The first two rows of the table belong to one point in the Brillouin zone of PbS, and their levels are hidden. Where do the highest filled and lowest empty bands lie there, and how far does a many-body correction move them? The start level is the PBE result. The corrected level comes from a static screened-exchange calculation (COHSEX), and each column counts from its own highest filled level.

ABINIT 10.8.3 calculation of PbS (Fm-3m, two-atom cell): start levels from PBE, corrected levels from three iterations of self-consistent static COHSEX, without spin–orbit coupling. Unshifted 4×4×4 k mesh, PseudoDojo NC SR PBE v0.4.1 standard potentials, 653 eV wave cutoff, 48 bands in the sums. Each column of levels counts from its own highest filled level.

| row | state k a (reciprocal cell vector) | state k b (reciprocal cell vector) | state k c (reciprocal cell vector) | state band | state start level (eV) | state corrected level (eV) |
| --- | --- | --- | --- | --- | --- | --- |
| 1 | ? | ? | ? | top filled | ? | ? |
| 2 | ? | ? | ? | first empty | ? | ? |
| 3 | 0.250 | 0.000 | 0.000 | top filled | -1.167 | -1.128 |
| 4 | 0.250 | 0.000 | 0.000 | first empty | 2.362 | 3.630 |
| 5 | 0.500 | 0.000 | 0.000 | top filled | 0.000 | 0.000 |
| 6 | 0.500 | 0.000 | 0.000 | first empty | 0.369 | 1.601 |
| 7 | 0.250 | 0.250 | 0.000 | top filled | -1.722 | -1.707 |
| 8 | 0.250 | 0.250 | 0.000 | first empty | 2.432 | 3.764 |
| 9 | 0.500 | 0.250 | 0.000 | top filled | -2.216 | -2.286 |
| 10 | 0.500 | 0.250 | 0.000 | first empty | 2.854 | 4.251 |
| 11 | -0.250 | 0.250 | 0.000 | top filled | -0.802 | -0.752 |
| 12 | -0.250 | 0.250 | 0.000 | first empty | 1.435 | 2.688 |
| 13 | 0.500 | 0.500 | 0.000 | top filled | -3.435 | -3.645 |
| 14 | 0.500 | 0.500 | 0.000 | first empty | 3.862 | 5.536 |
| 15 | -0.250 | 0.500 | 0.250 | top filled | -1.023 | -0.977 |
| 16 | -0.250 | 0.500 | 0.250 | first empty | 2.187 | 3.536 |

**Rows 1 and 2: which point?** A 4×4×4 mesh has 64 points. The seven visible ones, with their symmetry copies, account for 63. The one left over is the zone centre, where the wave repeats unchanged from cell to cell.

**Rows 5 and 6: the gap at L.** Among the visible points, both PBE edges lie here, with a gap of only 0.369 eV. Theory offers a reason in the bonding between neighbours. At L the sulfur p orbitals couple most strongly to the filled lead s shell below them, which pushes the top filled band up. Coupling between sulfur p and lead p, which would drive filled and empty bands apart, cancels by symmetry.

**Rows 13 and 14: the opposite end.** At X the p–p coupling is strong and the s–p coupling vanishes, so the PBE gap opens to 7.3 eV. A weak coupling shifts a level in proportion to its square. The coupling is not weak near X, so this rule serves only as a first guess. Since the p–p coupling along each axis follows a cosine, it suggests a single measure,

$$w=\cos^2\pi k_x+\cos^2\pi k_y+\cos^2\pi k_z ,$$

with $k_x,k_y,k_z$ the Cartesian components of the wave vector in units of $2\pi/a$ and $a$ the cubic lattice constant. It is 0 at L and 3 at X. It describes only the average p–p push on three orbitals, while a band edge can belong to one that is pushed less. The s–p push on the filled edge follows squared sines instead, so it fades as $w$ grows.

**The rows between.** Straight lines in $w$, one for filled and one for empty levels, were fitted to the visible PBE values. They catch the drift but not the detail: row 15 lies 0.9 eV above its line. The correction is more even. It lifts the empty levels by 1.23 to 1.67 eV, most at X, relative to the filled edge. A plausible reason is that non-local exchange also strengthens the coupling between neighbours and so widens the bands. The change was therefore fitted as a line in the PBE level, separately for filled and empty states.

**The forecast.** The zone centre has $w=3$, like X. There, however, sideways (pi) overlap of the p orbitals opposes their head-on (sigma) overlap, so both PBE levels were moved 0.5 eV towards the gap. The direction is argued; the size is a guess. For the empty level, in eV,

$$0.489+1.098\times3-0.5\approx3.28,$$

$$3.28+(1.099+0.1167\times3.28)\approx4.8 .$$

The forecasts for the centre are:

- PBE: top filled −2.5 ± 1.0 eV, first empty 3.3 ± 1.0 eV.
- Corrected: top filled −2.5 ± 1.0 eV, first empty 4.8 ± 1.0 eV.
- Once the PBE level is known, the line should give its change within 0.1 eV for the filled and 0.2 eV for the empty state.
- The gap is wider than at L and narrower than at X.

The withheld rows as computed:

| row | state k a (reciprocal cell vector) | state k b (reciprocal cell vector) | state k c (reciprocal cell vector) | state band | state start level (eV) | state corrected level (eV) |
| --- | --- | --- | --- | --- | --- | --- |
| 1 | 0.000 | 0.000 | 0.000 | top filled | -2.161 | -2.243 |
| 2 | 0.000 | 0.000 | 0.000 | first empty | 5.212 | 6.798 |

**The filled level is a hit.** PBE puts it at −2.16 eV, about 0.3 eV above the forecast, and the corrected level is met equally well. The move towards the gap helped here.

**The empty level is a clear miss.** It lies at 5.21 eV in PBE, 1.9 eV above the forecast and well outside the range. The move towards the gap made this worse, but the line alone would also have failed. If the lowest empty state is still made of lead p orbitals, which the output does not show, a likely cause is coupling between lead atoms. At the centre these orbitals repeat in phase, so lobes of opposite sign face each other along the lead–lead contacts and the level rises. The measure $w$ counts only lead–sulfur contacts and cannot tell the centre from X.

**The gap order is half right.** The centre's gap is wider than at L, but in PBE it is also slightly wider than at X, against the forecast. After correction it is narrower: $6.798+2.243\approx9.04$ eV against $5.536+3.645\approx9.18$ eV.

**The change itself is a hit.** Given the PBE levels, the line meets both changes within their stated ranges. For the empty state it gives 1.71 eV against a computed 1.59 eV. That is less than at X, although the level lies higher, so the correction does not simply grow with the level. Among the visible rows, the line predicts left-out values barely better than a rigid shift; the output after this text shows both.

**What the corrected gap is worth.** At L it is 1.601 eV, far above the measured gap of a few tenths of an eV. Static screening tends to make gaps too large, and mesh, bands and cutoffs are not converged. Spin–orbit coupling, left out here, would lower the empty edge, so PBE's closeness to experiment rests on errors that cancel.

Numerical output:

```
fit of state_start_level on 14 rows: coefficient of filled 0.1418 +/- 0.41, coefficient of empty 0.4893 +/- 0.41, coefficient of filled*w -1.032 +/- 0.23, coefficient of empty*w 1.098 +/- 0.23; rms 0.443, worst 15 -0.9, leave-one-out rms 0.588
  rows outside the fit (model, value, miss): 1 -2.956, -2.161, -0.795; 2 3.783, 5.212, -1.43
fit of change on 14 rows: coefficient of filled 0.08687 +/- 0.049, coefficient of empty 1.099 +/- 0.067, coefficient of filled*state_start_level 0.07121 +/- 0.027, coefficient of empty*state_start_level 0.1167 +/- 0.027; rms 0.0624, worst 14 -0.124, leave-one-out rms 0.119
  rows outside the fit (model, value, miss): 1 -0.06701, -0.082, 0.015; 2 1.708, 1.586, 0.122
fit of change on 14 rows: coefficient of filled -0.01857 +/- 0.048, coefficient of empty 1.358 +/- 0.048; rms 0.117, worst 14 -0.316, leave-one-out rms 0.136
  rows outside the fit (model, value, miss): 1 -0.01857, -0.082, 0.0634; 2 1.358, 1.586, -0.228
Rise of the gap at L from PBE to corrected (eV): 1.232
Smallest change of the known empty levels (eV): 1.232
Largest change of the known empty levels (eV): 1.674
Rms miss of the line for known empty levels (eV): 0.07458
Rms miss of the line for known filled levels (eV): 0.0471
Blind forecast of PBE levels at the withheld point, filled then empty (eV): -2.456, 3.283
Blind forecast of corrected levels, filled then empty (eV): -2.544, 4.765
Size of k in the withheld rows (zero means the zone centre): 0, 0
Forecast less computed PBE level, filled then empty (eV): -0.2947, -1.929
Forecast less computed corrected level, filled then empty (eV): -0.3007, -2.033
PBE gap at the withheld point (eV): 7.373
PBE gap at X (eV): 7.297
```
